\section*{Core guess or SCF cycles: cost against accuracy for a silicon double donor}

\textbf{Model.} Two electrons share a singlet envelope $\phi_z=(z^3/\pi)^{1/2}e^{-zr}$ around a core of charge $Z=2$. With $\varepsilon=11.7$ (compiled value, Ioffe Institute) and an assumed isotropic mass $m^*=0.30\,m_e$, the units are $\mathrm{Ha}^*=(m^*/m_e\varepsilon^2)\,\mathrm{Ha}=59.63$ meV and $a^*=\varepsilon a_0m_e/m^*=2.06$ nm. Energies count from the conduction-band edge. Each electron has kinetic energy $z^2/2$ and attraction $-Zz$. The density $\phi_b^2$ creates the potential $1/r-e^{-2br}(b+1/r)$, whose average over $\phi_z^2$ is
\begin{equation}
J(z,b)=\frac{zb\,(z^2+3zb+b^2)}{(z+b)^3},\qquad J(z,z)=\tfrac58 z .
\end{equation}
Hence
\begin{equation}
E(z)=z^2-2Zz+\tfrac58 z=-z_*^2+\delta^2,\qquad z_*=Z-\tfrac5{16},\quad \delta=z-z_* .
\end{equation}
The model's exact answer is $z_*=27/16$, $E_*=-169.8$ meV.

\textbf{Core guess.} Dropping $J$ gives $z=Z$, so $\Delta E=E-E_*=25/256\ \mathrm{Ha}^*$ for every $Z$. The relative deviation $25/(16Z-5)^2$ falls as $1/Z^2$. The overlap with the optimum is $S=[2\sqrt{Zz_*}/(Z+z_*)]^3$, with $1-S\to 75/(2048Z^2)$ at large $Z$. For $Z=2$, $\Delta E=5.82$ meV ($k_B\times68$ K, 3.4\,\%) and $S=0.989$.

\textbf{Plain SCF.} Freeze the partner electron at exponent $b$ and minimise $z^2/2-Zz+J(z,b)$. The output $z=g(b)$ solves
\begin{equation}
z=Z-\frac{b^3(4z+b)}{(z+b)^4},
\end{equation}
with fixed point $z_*$. Implicit differentiation gives
\begin{equation}
\delta_{k+1}=\lambda\delta_k+q\delta_k^2+\dots,\qquad \lambda=-\frac{6}{16Z-11},
\end{equation}
so $\lambda=-2/7$, and $q=8/1029$, for $Z=2$. $\Delta E$ shrinks by $\lambda^2=4/49$ per cycle, or 0.92 cycle per decade. For $Z=1$, $\lambda=-6/5$ and the fixed point repels.

\textbf{Secant (depth-one Anderson) mixing.} After one plain cycle, take the zero of the line through the last two residuals $\rho_k=g(b_k)-b_k$:
\begin{equation}
b_{k+1}=b_k-\rho_k\frac{b_k-b_{k-1}}{\rho_k-\rho_{k-1}},\qquad \delta_{k+1}\simeq\frac{q}{\lambda-1}\,\delta_k\delta_{k-1}.
\end{equation}
The prefactor is $-8/1323$. Setting $|\delta_{k+1}|\propto|\delta_k|^p$ gives $p^2=p+1$, $p=1.618$.

\textbf{Work and memory.} In a basis of $N$ envelope functions there are $M=N(N+1)/2$ pairs. A diagonalisation costs $D=dN^3$ operations (assumed $d\approx10$) and $O(N^2)$ storage. A Coulomb build is an $M\times M$ matrix-vector product, $B=M^2\approx N^4/4$ multiply-adds, on $M(M+1)/2\approx N^4/8$ stored integrals. Recomputing them in each build keeps storage at $O(N^2)$ and raises $B$. For $N=100$, $M=5050$, $B=2.55\times10^7$, $D=1.0\times10^7$, and $1.28\times10^7$ integrals are stored. The core orbital costs $D$ alone, but its energy needs one build. Iterate $k$ with its energy therefore costs $(k+1)U$, $U=B+D$, apart from the one-off integral evaluation common to all rows. In a basis the secant step mixes the orbital's coefficient vectors, which matches exponent mixing to first order. It stores two more $N$-vectors and adds $O(N^2)$ work for renormalisation.

\begin{center}
\begin{tabular}{ccccc}
\hline
Cost & plain $\delta$ & plain $\Delta E$ (meV) & secant $\delta$ & secant $\Delta E$ (meV)\\
\hline
$1U$ (core) & $0.3125$ & $5.82$ & same & same\\
$2U$ & $-0.0876$ & $0.458$ & same & same\\
$3U$ & $0.0251$ & $0.0375$ & $3.07\times10^{-4}$ & $5.6\times10^{-6}$\\
$4U$ & $-0.00716$ & $3.1\times10^{-3}$ & $1.0\times10^{-7}$ & $6.3\times10^{-13}$\\
$5U$ & $0.00205$ & $2.5\times10^{-4}$ & & \\
\hline
\end{tabular}
\end{center}

\textbf{Cheapest choice.} For 10 meV take the core guess ($1U$), for 1 meV one cycle ($2U$). At 0.1 meV both schemes cost $3U$. For $10^{-3}$ meV the secant costs $3U$ against $5U$.

\textbf{Best within budget.} Without any build only the core orbital is available. $1U$ buys its energy, $2U$ one plain cycle, and from $3U$ the secant wins. The model has a single error mode. With several modes one stored residual cannot cancel them all, and the secant gains less.

\textbf{Where to stop.} The symmetrised product of two envelopes with exponents 2.18 and 1.19 has energy $-2.876\ \mathrm{Ha}^*$, so by the variational principle the exact energy of this Hamiltonian lies at least 1.7 meV below $E_*$. That is smaller than the core deviation and larger than the one-cycle deviation, so $2U$ is enough for energies. Removing one electron leaves $-Z^2/2$, so the model's first ionisation energy is 51 meV, or 45 meV (12\,\% less) from the core guess. Mass anisotropy and central-cell terms are omitted: oxygen thermal double donors typically lie at 50 to 70 meV, near the model, while chalcogen donors typically lie at 0.2 to 0.3 eV, so for them the model is about four to six times too shallow.